**Q:** When fluoride attacks fluoromethane, one C–F bond forms while an identical one breaks. I have computed barriers for this step from many density functionals, and they disagree badly. Can I predict where a functional will land from its share of exact exchange?

Electronic barriers for the attack of fluoride on fluoromethane in the gas phase, counted from the starting complex. They were computed with Ansatz 0.2.0 in the def2-TZVPPD basis on PBE0-D4/def2-TZVP structures, with frozen cores in the correlated methods. The reference is CCSD(T) at the basis-set limit.

```csv
method,class,"exact exchange, short range (%)","exact exchange, long range (%)",barrier (kcal/mol),barrier less reference (kcal/mol)
SPW92,LDA,0,0,6.92,-6.27
PBE-D4,GGA,0,0,7.34,-5.85
BLYP-D4,GGA,0,0,6.73,-6.46
r2SCAN-D4,meta-GGA,0,0,8.67,-4.52
B97M-V,meta-GGA,0,0,11.14,-2.05
PBE0-D4,global hybrid,25,25,11.83,-1.36
B3LYP-D4,global hybrid,20,20,10.41,-2.78
r2SCAN0-D4,global hybrid,25,25,12.49,-0.70
BHLYP-D4,global hybrid,50,50,14.64,1.45
CAM-B3LYP-D4,range-separated,19,65,12.28,-0.91
wB97X-V,range-separated,17,100,13.20,0.01
wB97M-V,range-separated,15,100,12.42,-0.77
B2PLYP,double hybrid,53,53,11.33,-1.86
PBE-QIDH,double hybrid,69,69,14.05,0.86
RPA on PBE,RPA,n/a,n/a,11.40,-1.79
HF,Hartree-Fock,100,100,20.10,6.91
MP2,wave function,n/a,n/a,14.05,0.86
CCSD,wave function,n/a,n/a,15.61,2.42
CCSD(T),wave function,n/a,n/a,13.46,0.27
```

**A:** For part of the table, yes. Compare functionals that differ mainly in that share: PBE with PBE0, r2SCAN with r2SCAN0, and BLYP with B3LYP and BHLYP. In each family the barrier rises with exact exchange. From BLYP to BHLYP it more than doubles, from 6.73 to 14.64 kcal/mol.

**Q:** Why should exact exchange raise a barrier?

**A:** The barrier is counted from the complex in which fluoride is loosely bound to fluoromethane, so the excess charge starts out mainly on one fluorine. At the transition state the two fluorines are equivalent and share it. Semilocal functionals, which build exchange from the density and its local variation, give too low an energy to charge spread over several centres. This is the delocalisation error. It favours the transition state over the complex, and the barrier comes out too low.

Exact exchange removes part of this false stabilisation. The mechanism is established theory; the table shows its expected consequence, the rise within each family. For a related reaction, the question to ask is whether charge is shared more widely at the transition state than at the start. If it is, more exact exchange should raise the barrier.

**Q:** Can that be turned into a number?

**A:** Suppose a fraction of the semilocal exchange is replaced by exact exchange while the density stays the same. The energy then changes in proportion to that fraction, both at the transition state and in the complex. Their difference, the barrier, must therefore follow a straight line:

$$B(a)=B_0+s\,a$$

Here $B$ is the barrier, $B_0$ is that of the semilocal parent, $a$ is the percentage of exact exchange and $s$ is the slope. I took $B_0$ from PBE, r2SCAN or BLYP and fitted the single slope to the four global hybrids. It is 0.163 kcal/mol per percentage point, and the typical miss is 0.3 kcal/mol. Some scatter is natural, because the density does respond and B3LYP is not an exact mixture of BLYP with exact exchange. The output after this text gives the fit and the rows outside it.

**Q:** Then B2PLYP, with 53 % exact exchange, should have a high barrier.

**A:** It was not in the fit, so it can be used as a trial. Its semilocal parent is BLYP, and the line gives

$$B = 6.73 + 0.163\times 53 \approx 15.4\ \text{kcal/mol}.$$

The computed barrier is 11.33, about 4 kcal/mol lower. That is many times the scatter of the fit. The break does not depend on the line either: B2PLYP has slightly more exact exchange than BHLYP, yet its barrier is 3.3 kcal/mol lower.

**Q:** What pulls it down?

**A:** B2PLYP is a double hybrid. Besides exact exchange, it replaces part of the semilocal correlation by second-order perturbation theory, the kind of correlation used in MP2. The line accounts for the first replacement and ignores the second. The wave-function rows show which way such correlation acts here: from Hartree–Fock to MP2 the barrier falls by 6 kcal/mol.

The direction makes chemical sense. At the transition state two C–F bonds are stretched at once, which should bring the C–F bonding orbitals and their empty antibonding partners closer in energy. Electrons can then avoid one another more effectively by mixing in excited configurations. This is a likely reason why correlation stabilises the transition state more than the complex; the table shows only the fall itself.

**Q:** Is the effect large enough to explain the whole break?

**A:** A crude estimate covers less than half of it. B2PLYP contains about 27 % perturbative correlation, and that share of the fall from Hartree–Fock to MP2 is roughly 1.6 kcal/mol. The estimate uses Hartree–Fock orbitals and ignores the semilocal correlation that has been taken out. Part of the rest may come from the orbitals: those of a hybrid functional usually have smaller gaps than Hartree–Fock orbitals, which enlarges the perturbative term and can enlarge its effect on the barrier. The treatment of dispersion differs as well: the double hybrids here have no added correction, while the semilocal parents and the global hybrids carry D4. The table does not show how much this shifts the barrier.

The other double hybrid, PBE-QIDH, breaks the pattern in the same direction. It lies about 4.5 kcal/mol below the line drawn from PBE. Its 69 % exact exchange is beyond the range of the fit, so the size of this break is less certain than that of B2PLYP.

**Q:** Does any row break the pattern upwards?

**A:** B97M-V does, and it contains no exact exchange at all. Its barrier of 11.14 kcal/mol is above that of B3LYP, which has 20 %. The mean of PBE, BLYP and r2SCAN is a fair yardstick for an ordinary semilocal functional, and B97M-V exceeds it by 3.6 kcal/mol. By the fitted slope, an ordinary functional would need over 20 % exact exchange to rise that far.

**Q:** How can a functional without exact exchange imitate its effect?

**A:** The line describes what happens when exact exchange is added to a given semilocal functional. It does not fix the starting point, which depends on how that functional is built. B97M-V uses the kinetic-energy density, which helps it to tell different kinds of bonding region apart, and it has a flexible form whose parameters were adjusted to reference energies. Both features can raise the energy of the transition state relative to the complex.

The table shows that the semilocal form matters, but it does not separate these two features. r2SCAN also uses the kinetic-energy density, and its barrier is higher than that of PBE, though B97M-V is another 2.5 kcal/mol higher. I therefore suspect that the flexible, adjusted form does much of the work. That remains an inference from a few functionals that differ in several ways, including their treatment of dispersion.

**Q:** And what share should I use for CAM-B3LYP? It has two.

**A:** Neither one alone. CAM-B3LYP uses 19 % exact exchange between electrons that are close together and 65 % between those far apart. Starting from BLYP, the line gives 9.8 kcal/mol with the first share and 17.3 with the second. The computed barrier, 12.28, lies between them and corresponds to a uniform share of about 34 %.

A likely cause of this break is that a function of distance has been forced into a single number. Most of the exchange energy comes from electrons close together, so it is reasonable that the effective share lies nearer the short-range value. The 34 % is a description of this one barrier, since the semilocal part of CAM-B3LYP is also modified with distance. It should not be carried over to another reaction as a property of the functional.

The other range-separated rows, wB97X-V and wB97M-V, also lie above the line if it is drawn with their short-range shares, by 2.85 and 2.39 kcal/mol. They have no parent in the table, and their semilocal parts are flexible and adjusted like that of B97M-V, so the effect of long-range exchange cannot be separated from that of the semilocal form.

**Q:** Hartree–Fock has 100 % exact exchange. Is it simply the end of the line?

**A:** No, because the line keeps semilocal correlation all the way, whereas Hartree–Fock has no correlation. Its barrier of 20.10 kcal/mol is 3.8 below the fitted line, drawn here from the mean of PBE, BLYP and r2SCAN. The table does not show whether the missing correlation explains that sign. If the line contained correlation of the MP2 kind, which lowers the barrier, Hartree–Fock would be expected above it. But the line contains semilocal correlation, which need not act in the same way. If the line from B3LYP to BHLYP is continued instead, the gap shrinks to 1.6. So much of this apparent break depends on how one extrapolates, and I would not put it beside those of B2PLYP and B97M-V.

**Q:** Is a functional that breaks the pattern better or worse for my reaction?

**A:** The break alone does not decide that. B97M-V moves towards the coupled-cluster limit of 13.19 kcal/mol, but is still 2.05 too low. The line would have put B2PLYP about 2.2 too high ($15.4-13.2$), whereas its computed barrier is 1.86 too low. The break takes it past the reference and leaves it almost as far away on the other side.

Small errors need some care as well. The reference is at the basis-set limit, while the rows use a finite basis in which CCSD(T) itself differs from that limit by 0.27 kcal/mol. An error of 0.01, as for wB97X-V, therefore does not establish near-perfect accuracy. For choosing a functional, the share of exact exchange is a useful guide when a semilocal functional is compared with its own global hybrids; beyond that, the semilocal form and the treatment of correlation can shift this barrier by several kcal/mol.

Printed output of the fit:

```
fit of rise on 4 rows (hyb): coefficient of exx_short 0.1631 +/- 0.0062; rms 0.343, worst B3LYP-D4 -0.418, leave-one-out rms 0.48
  rows outside the fit (model, value, miss): SPW92 0, -0.66, 0.66; PBE-D4 0, 0, 0; BLYP-D4 0, 0, 0; r2SCAN-D4 0, 0, 0; B97M-V 0, 3.56, -3.56; CAM-B3LYP-D4 3.099, 5.55, -2.45; wB97X-V 2.773, 5.62, -2.85; wB97M-V 2.446, 4.84, -2.39; B2PLYP 8.644, 4.6, 4.04; PBE-QIDH 11.25, 6.71, 4.54; HF 16.31, 12.52, 3.79
PBE to PBE0, rise per 10 points of exact exchange (kcal/mol): 1.796
r2SCAN to r2SCAN0, rise per 10 points (kcal/mol): 1.528
BLYP to B3LYP, rise per 10 points (kcal/mol): 1.84
B3LYP to BHLYP, rise per 10 points (kcal/mol): 1.41
B97M-V less mean of the three semilocal parents (kcal/mol): 3.56
B97M-V less r2SCAN (kcal/mol): 2.47
wB97M-V less B97M-V (kcal/mol): 1.28
B2PLYP, barrier by the model (kcal/mol): 15.37
B2PLYP, computed less model (kcal/mol): -4.044
PBE-QIDH, barrier by the model (kcal/mol): 18.59
PBE-QIDH, computed less model (kcal/mol): -4.544
B2PLYP less BHLYP (kcal/mol): -3.31
MP2 less HF (kcal/mol): -6.05
B2PLYP, its share of the HF to MP2 shift, rough (kcal/mol): -1.634
PBE-QIDH, its share of the HF to MP2 shift, rough (kcal/mol): -1.997
CAM-B3LYP, model with short-range share (kcal/mol): 9.829
CAM-B3LYP, model with long-range share (kcal/mol): 17.33
CAM-B3LYP, uniform share that would give its barrier (%): 34.03
HF, computed less model (kcal/mol): -3.79
HF less B3LYP-BHLYP line continued to 100 % (kcal/mol): -1.59
```
